A polarisable force field or a dispersion estimate needs one polarisability per molecule, and the choice is between adding up group increments and running a response calculation for each molecule and each conformer. The six alcohols below, computed at PBE0/def2-SVP, show how far the cheaper route goes. A sum over CH2 and O units, fixed on three of the five nitrogen-free molecules, predicts the mean polarisability of the other two to within 2 % of the computed value. An electron count, the orbital gap and the electronegativity of the binding atom all do much worse, and the reasons lie in which electrons respond to a field.

PySCF 2.14.0, PBE0/def2-SVP with density fitting, gas phase, at PBE0-D3(BJ)/def2-SVP geometries, for alcohols *CCCO (SMILES) with the group * varied; the marked atom is the C that carries it. The polarisability is the static mean, with core orbitals frozen in the response; the principal values are those of its tensor. Electronegativities are on the Pauling scale.

```
group *  formula  binding atom  its electronegativity  point group  bond from the marked atom to the group (Å)  torsion about that bond, heaviest neighbours (°)  electrons  valence electrons  polarisability (bohr^3)  largest over smallest principal value  HOMO (eV)  gap (eV)  dipole (D)
    *CO  C4H10O2             C                  2.550           C1                                       1.516                                                53         50                 38                     51.2                                   1.17      -7.39      8.87        0.45
    *CC   C5H12O             C                  2.550           C1                                       1.523                                               179         50                 38                     60.0                                   1.30      -7.52      9.26        1.66
   *CCC   C6H14O             C                  2.550           C1                                       1.522                                               180         58                 44                     71.2                                   1.35      -7.51      9.24        1.66
  *CCCO  C6H14O2             C                  2.550           C2                                       1.522                                               179         66                 50                     74.0                                   1.33      -7.48      9.09        2.26
     *N   C3H9NO             N                  3.040           C1                                       1.460                                                71         42                 32                     44.8                                   1.20      -6.82      8.29        3.50
    *OC  C4H10O2             O                  3.440           C1                                       1.399                                               178         50                 38                     52.4                                   1.26      -7.23      9.04        1.98
```

The polarisability α is the dipole induced per unit field, averaged over directions. The rows *CO, *CC and *OC each have 38 valence electrons, yet α is 51.2, 60.0 and 52.4 bohr³. The two isomers *CO and *OC nearly agree although one binds through carbon and the other through oxygen, while *CC, which binds through carbon as *CO does, stands well apart. Neither the number of electrons nor the binding atom sets the order; the composition does.

Perturbation theory writes α, in atomic units, as a sum over excited states n with excitation energy ω(n) and oscillator strength f(n):

α = Σ f(n) / ω(n)²

The strengths add up roughly to the number N of responding electrons, here the valence electrons. The rule is exact only when all electrons respond and the basis is complete, while here the core is frozen and the basis is small. Replacing every ω(n) by one mean energy Δ gives the Unsöld estimate:

α ≈ N / Δ²

Read backwards for *CC, this gives Δ = √(38/60.0) hartree, or 21.7 eV. The gap, the distance from the highest occupied orbital (HOMO) to the lowest empty one, is only 9.26 eV. The response is therefore carried by excitations far above the frontier levels. The empty level is also unbound in all six molecules and depends on the basis, so the gap is no optical gap and its small differences carry little meaning.

The excited states of the same calculation show this directly. Each energy follows from the strength and the transition dipole d as ω = 3f/(2|d|²), and for *CC the ten lowest singlets lie between 7.6 and 9.9 eV. Their terms f/ω² add up to 1.5 % of α. A model α = k·N/gap², with k fitted by least squares to all six rows, accordingly misses *CCC by 14 % of the computed value. It does worse than a plain proportionality to N, so dividing by the gap adds error: α per electron is largest in *CC and *CCC, the rows with the widest gaps, the opposite of what the form requires.

Theory argues that the bulk of the response is local. Summing over all states with one Δ turns α into the fluctuation of the total dipole operator μ in the ground state:

α ≈ 2(⟨μ²⟩ − ⟨μ⟩²) / (3Δ)

For electrons in localised bonds and lone pairs, the distance of each pair from the centre of the molecule cancels in this difference, and roughly the spread of each pair about its own centre remains. A saturated molecule then responds as a collection of small units, each with its own spread and its own Δ. The isomers bear this out: the total spatial extent ⟨r²⟩ of the electrons is 27 % larger in *OC than in *CO, but α is only 2.3 % larger.

Local response means that α adds by units. In an open-chain saturated molecule the hydrogen count is fixed by the heavy atoms, nH = 2nC + 2 + nN, so every carbon brings two hydrogens and every nitrogen one. With nC, nO and nN the numbers of atoms, a the increments and c a constant for the two end hydrogens, the sum is:

α = a(CH2)·nC + a(O)·nO + a(NH)·nN + c

The rows *CC, *CCC and *CCCO fix a(CH2), a(O) and c exactly, so these three rows cannot test the model. The step from *CC to *CCC is one CH2, worth 11.2 bohr³, and the step from *CCC to *CCCO is one O, worth only 2.8 (2.7 from the unrounded values). The constant is a small remainder of large numbers, which any error in the CH2 step enters fivefold, so it should not be read as the polarisability of two hydrogens.

The test is *CO, which was not used. It is *CCCO with two CH2 units removed:

α(C4H10O2) = 74.0 − 2 × (71.2 − 60.0) = 51.6 bohr³

The table has 51.2, and rounding of the four entries could account for up to 0.3 of the difference. The unrounded values give a shortfall of 0.31 bohr³, or 0.6 % of α. The isomer *OC, for which the same formula predicts the same number, lies 0.88 above it. A least-squares fit of the three constants to all five nitrogen-free rows splits the difference, leaving about ±0.6 bohr³ on the isomers, but the evidence for additivity remains these two rows.

The size of the increments explains the spread at equal electron count. Going from *CC to *CO exchanges a CH2 for an O, which keeps the electrons and costs 11.2 − 2.8 = 8.4 bohr³ of the 8.8 observed. Both units add six valence electrons, so the difference is one of how tightly they are held. Oxygen has the higher nuclear charge, it keeps four of the six in lone pairs close to the nucleus where carbon has two C–H bonds, and it draws in the bonds to its neighbours. Smaller spread and larger Δ both lower α.

The row *N places NH on this scale. It is the only nitrogen compound and was left out of the fit; subtracting two CH2 steps from *CC and comparing with *N gives a(NH) = 7.2 bohr³ by difference. The value falls between CH2 and O, as the rising nuclear charge and the loss of one hydrogen per step suggest. No second row checks it, and any effect of the shape of this one molecule is folded into it.

A screened hydrogenic picture gives the rough scale. The squared radius of an orbital goes as Zeff⁻² and the excitation energy as Zeff², so α per electron goes as Zeff⁻⁴, with Slater's rules for an atom of nuclear charge Z in this row:

Zeff = Z − 2 × 0.85 − 0.35 × (Z − 3)

This predicts 0.48 for N over C and 0.26 for O over C, against 0.64 and 0.24 for the increments. The order comes out, but the value for nitrogen is a quarter too low. The picture ignores the hydrogens, so the close match for oxygen deserves no weight. The basis also bears on it: def2-SVP has no diffuse functions, and all the values of α are too low in absolute terms. Lone pairs probably lose most, which would make a(O) too small relative to a(CH2); with one basis this stays a guess.

In other columns *N is irregular, but this leaves no clear mark on α. It has the smallest gap and also the smallest α, although N/gap² would place it above *CC, and its ten lowest singlets supply only 5.5 % of α. Its HOMO lies 0.70 eV above that of *CC, yet it is not the amine lone pair: the weight on the hydroxyl oxygen is 0.63 against 0.08 on nitrogen, which dominates the next orbital down. An internal O–H···N hydrogen bond would raise the oxygen level and suit the large dipole, and the orbital weights point to it: the hydroxyl hydrogen, prominent in one or both of the two lowest empty levels of *CO, *CC and *OC, is missing from the leading weights of the three lowest in *N, as expected when it is tied to a lone pair. No distance is at hand, so the bond is inferred, and the torsion printed for this row runs to a hydrogen on nitrogen and does not describe the backbone.

Shape shows in the direction of the response, and *CO is the case to follow. Its torsion about the marked bond is 53°, a gauche kink, where the other nitrogen-free rows are near 180°, but one torsion does not fix a shape. The extent ⟨r²⟩ is 1075.5 bohr² for *CC, 875.4 for *OC and 688.8 for *CO, all with six heavy atoms and 50 electrons, which indicates that *OC is bent at another bond and that *CO is folded at more than one. The ratio of largest to smallest principal value of the polarisability tensor is 1.17, the lowest of the six. Applying the same two-CH2 subtraction to each principal value predicts 1.23 for a chain shaped like *CCCO. The principal axes of different molecules match only roughly, so this comparison is approximate.

Against that prediction *CO lacks 2.7 bohr³ along its most polarisable axis and gains 1.4 and 0.3 along the other two. The mean moves by a third of the net change, which is the small shortfall found above. Theory argues for such a redistribution: dipoles induced head to tail along a chain reinforce each other and those side by side oppose each other, and because the dipole field tensor has no trace, the effect on the mean cancels to first order for isotropic units. Bending the chain also simply turns bonds away from the long axis. The dipole moment enjoys no such averaging, and the 0.45 D of *CO reflects two polar OH groups pointing so that they largely cancel, not weak polarity.

The row *OC is the largest miss of the additive model, and its excess sits mainly on the long axis, 2.3 bohr³ above the prediction. Counting atoms treats an ether oxygen and a hydroxyl oxygen alike, although the ether has an extra C–O and an extra C–H bond where the diol has C–C and O–H. That exchange of bonds is a plausible source of the excess, but each molecule appears in one conformer without vibrational averaging, and bond type and shape change together between the isomers. For the mean α of such chains at this level, counting CH2 and O units served to within 1 bohr³ in both rows that test it, while anisotropy and dipole need the actual conformer. Shape is the less likely source of the ether's excess: *OC is itself bent, and folding took response off the long axis of *CO and lowered its mean slightly, yet *OC lies above the prediction in both. A separate increment for ether oxygen is thus suggested, but one ether in one conformer cannot fix it.
